**Problem.** Nickel atoms can be packed in many ways, and the table ranks a number of them by calculated energy. The column "over lowest" gives the energy above the lowest entry, in meV per atom; 10 meV per atom is about 1 kJ/mol.

Structures of Ni, calculated with Ansatz 0.2.0 (PBEsol, plane-wave PAW, scalar-relativistic, cutoff 420 eV, Gaussian smearing 0.1 eV). Cell and atoms were relaxed at zero pressure within the symmetry of the starting structure; energies are extrapolated to zero smearing and given relative to the lowest entry.

```tsv
found from	space group number	atoms in cell	volume per atom (Å³)	over lowest (meV/atom)
database cell	225	1	10.38	0.0
La type	194	4	10.40	13.0
Sm type	166	3	10.40	17.0
changed type	225	1	10.33	54.0
database cell	229	1	10.46	107.0
changed type	229	1	10.38	116.0
Ti type	191	3	10.59	137.0
W type	223	8	10.62	155.0
changed type	69	2	10.80	275.0
changed type	139	2	11.38	381.0
Sn type	191	1	11.22	447.0
Sn type	141	2	11.42	510.0
Ca type	221	1	11.99	775.0
changed type	166	12	13.26	784.0
changed type	194	4	13.28	1063.0
changed type	191	2	14.39	1075.0
Si type	227	2	15.69	1352.0
```

Some entries need their usual names. The database cells with space groups 225 and 229 are face-centred cubic (fcc) and body-centred cubic (bcc). La type is double hexagonal close-packed (dhcp), Sm type is the nine-layer stacking 9R, Ca type is simple cubic and Si type is the diamond structure. The "changed type" entries with space groups 225 and 229 are fcc and bcc once more, but with the electron spins forced to pair. They are controls that show what magnetism does, not further structures.

**(a)** What separates the open structures from the dense ones, and which competitors of fcc remain serious?

**(b)** Why does dhcp lie close to fcc, and bcc much farther away?

**(c)** How safe is the order, and what would reverse it?

### Solution to (a)

The lowest entry is fcc, and the first thing that counts against a competitor is the loss of neighbours. An atom has twelve nearest neighbours in fcc, six in simple cubic and four in the diamond structure. The last two lie 775 and 1352 meV per atom above fcc. These are energies on the scale of chemical bonding, far above the fine differences between the dense structures of a metal.

The remaining bonds do try to make up for the lost ones. In a cubic cell the volume per atom, $V$, fixes the distance $d$ to the nearest neighbour. For fcc $d=(\sqrt{2}\,V)^{1/3}$, which gives 2.45 Å, while for simple cubic $d=V^{1/3}$, which gives 2.29 Å. In the diamond structure the distance shrinks further, to 2.17 Å, so fewer bonds do mean shorter bonds.

Why this is not enough follows from the way a metal binds. The d electrons are shared with all neighbours at once, so each added neighbour strengthens the binding, though by less than the one before. With few neighbours each single bond is stronger, but together they bind less, and to make up for the loss the atom has to pull its remaining neighbours closer. There it meets the repulsion between the electron shells, which in nickel rises far more steeply with shortening than the attraction does. Many moderately long bonds are therefore better for nickel than a few short ones.

Volume is a convenient sign of this loss, since an atom with few neighbours leaves empty space around it. With the two controls set aside, the energies rise almost in the order of the volumes; the one inversion is between the entries at 381 and 447 meV. Volume alone doesn't fix the energy, however. Two entries near 13.3 Å³ differ by 279 meV, most likely because the same amount of space can be divided among neighbours in different ways.

The serious competitors are thus found among the dense structures. The closest are dhcp at 13 meV and 9R at 17 meV, both of which keep all twelve neighbours. Bcc, at 107 meV, is almost as dense as fcc but arranges its neighbours differently. The next step is to follow dhcp and bcc closely.

### Solution to (b)

**Dhcp: the same neighbours, stacked differently.** Fcc and dhcp are built from the same close-packed layers. A layer is called cubic if the layers above and below it sit over different hollows, and hexagonal if they sit over the same ones. Fcc has only cubic layers, in dhcp half of the layers are hexagonal, and in 9R two thirds are. An atom has twelve nearest neighbours at nearly the same distance in either kind of layer, so a count of nearest bonds sees no difference.

This suggests a simple model: each hexagonal layer costs the same energy, whatever the layers around it. If $x$ is the share of hexagonal layers and $\varepsilon$ the energy per atom in such a layer, the energy above fcc is

$$E = x\,\varepsilon .$$

The dhcp row gives $\varepsilon = 13/(1/2) = 26$ meV. For 9R the model then predicts $(2/3)\times 26 \approx 17$ meV, which is the calculated value, and the 9R row played no part in setting $\varepsilon$.

The agreement deserves a cautious reading. The energies are converged to about 4 meV per atom, and a cruder rule that gave 9R the same energy as dhcp would miss by only that much. The numbers are therefore compatible with a fixed price per hexagonal layer, but they do not single it out. What they do show is that a change of stacking costs nickel little. Simple hexagonal close packing, with hexagonal layers only, is not in the table; the model would put it somewhat above 9R, but that is not calculated here.

The reason why a hexagonal layer costs anything lies in the electrons, and here the argument comes from band theory. An electron that hops from atom to atom and back again explores the structure. Short round trips are alike in the two stackings; only longer ones reveal the difference, so the energy levels are only slightly rearranged. Whether the rearrangement helps or harms depends on how far the d band is filled. For the nearly full d band of nickel, band theory favours cubic stacking. Cobalt, with one electron fewer, is hexagonal at room temperature. The electron count alone does not decide this, for rhodium and iridium have as many outer electrons as cobalt and are cubic. In cobalt, magnetism nearly fills the d band of one spin direction, so the empty places lie almost all in the other, and there the filling suits hexagonal stacking.

**Bcc: different neighbours, and less gain from magnetism.** In bcc an atom has eight nearest neighbours at 2.39 Å and six more about 15 % farther out. This changes the surroundings of every atom at short range, so even short round trips of the electrons are affected. A larger energy difference than for a change of stacking is therefore no surprise. Part of it, however, has another origin, which the two controls reveal.

With spins forced to pair, fcc lies at 54 meV and bcc at 116 meV. Their difference, $116-54=62$ meV, is the price of the bcc arrangement without magnetism. With magnetism the difference is 107 meV, so magnetism adds the other 45 meV. It does so because it lowers fcc by 54 meV and bcc by only 9 meV.

The cause of this unequal gain is the number of electron levels near the Fermi level, the energy up to which levels are filled. To become magnetic, a metal moves electrons from one spin direction to the other. They must go into higher levels, which costs energy, while electrons of parallel spin repel each other less, which gains energy. Where levels are densely spaced, the move is cheap and the net gain is large. This is the Stoner picture of metallic magnetism.

The calculation supports this picture. In the runs with paired spins, the entropy from the slight smearing of the electron occupations measures how many levels lie near the Fermi level. It is about twice as large in fcc as in bcc. The magnetic moments differ much less, 0.63 against 0.54 Bohr magnetons per atom. A moderate moment can go with a tiny energy gain, because the gain is what remains after two larger and opposite terms have nearly cancelled.

The 62 meV that remain without magnetism again belong to the filling of the d band. In bcc the d levels gather into a lower and an upper group with a valley between them. That is favourable when the band is about half full, as in chromium or tungsten, because then mainly the lower group is occupied. In nickel the upper group is largely filled as well, and the advantage is gone. This part of the explanation is standard theory, which the energies agree with but do not test.

### Solution to (c)

**Numerical errors.** The lead of fcc over dhcp is 13 meV. If both energies were wrong by the full 4 meV, in opposite directions, 5 meV would still be left. Fcc is thus safely lowest within the numerical accuracy. Dhcp and 9R, which differ by 4 meV, are better treated as equal.

**Errors of the functional.** An approximate functional may misjudge the energy of magnetism and so misplace a magnetic phase against a non-magnetic one. Fcc, dhcp and 9R have the same near neighbours and moments of 0.62 to 0.63 Bohr magnetons per atom, so such an error is expected to cancel in large part among them. Like moments do not prove like magnetic energies, however, as bcc shows, and the table has no dhcp without spin to test the point. For bcc the controls allow a harsher test: even if the whole magnetic energy is struck out, fcc stays 62 meV lower. This test covers the magnetic part of the functional only, and the small lead over dhcp remains the more exposed of the two results. The PAW datasets, moreover, were made for the functional PBE and not for PBEsol. The table cannot size the error this brings, though it should largely cancel between structures with like surroundings.

**What the bcc energy means.** The relaxation kept the cubic symmetry of the cell. Bulk bcc nickel is known to be unstable against being stretched along one cube edge, a path that leads to fcc. The 107 meV are therefore the energy of a saddle point, held there by symmetry, and not of a bulk phase that could be quenched and stored. Dhcp is a different matter, since whole layers must slide to turn it into fcc.

**A false reversal.** The order can be turned round by an inconsistent calculation. If spin is left out for fcc alone, fcc moves up to 54 meV and appears less stable than magnetic dhcp and 9R. The exact shift depends a little on how the smearing is treated; without the extrapolation to zero smearing it is 49 meV, which leads to the same wrong order. Structures of a magnetic metal must be compared with spin allowed in each of them. For the entries from 137 meV upwards the treatment of spin is not known here, so small gaps among them may mix spin and structure. The broad rise towards the open structures is far larger than the spin energies seen in fcc and bcc.

**A real reversal.** Pressure favours the structure with the smaller volume, and neither dhcp nor bcc is smaller than fcc, so moderate compression gives them no help. Heat could help them only through a higher entropy. At a temperature $T$ the entropy advantage must reach $E/T$, where $E$ is the energy above fcc. At 1000 K this is about 0.15 $k_\mathrm{B}$ per atom for dhcp and 1.2 $k_\mathrm{B}$ for bcc, with $k_\mathrm{B}$ the Boltzmann constant.

The demand on bcc is severe. That on dhcp is modest, but two stackings with the same near neighbours should vibrate almost alike, so I expect their entropies to differ by less. The energies themselves belong to cold, magnetically ordered nickel, whereas at 1000 K the magnetic order is lost, so these figures are a guide to size only. They fit the known fact that nickel stays fcc up to its melting point. The more effective lever is composition: alloying with cobalt takes electrons out of the d band, mainly from the spin direction that is less filled, and with enough cobalt the alloy becomes hexagonal at room temperature.
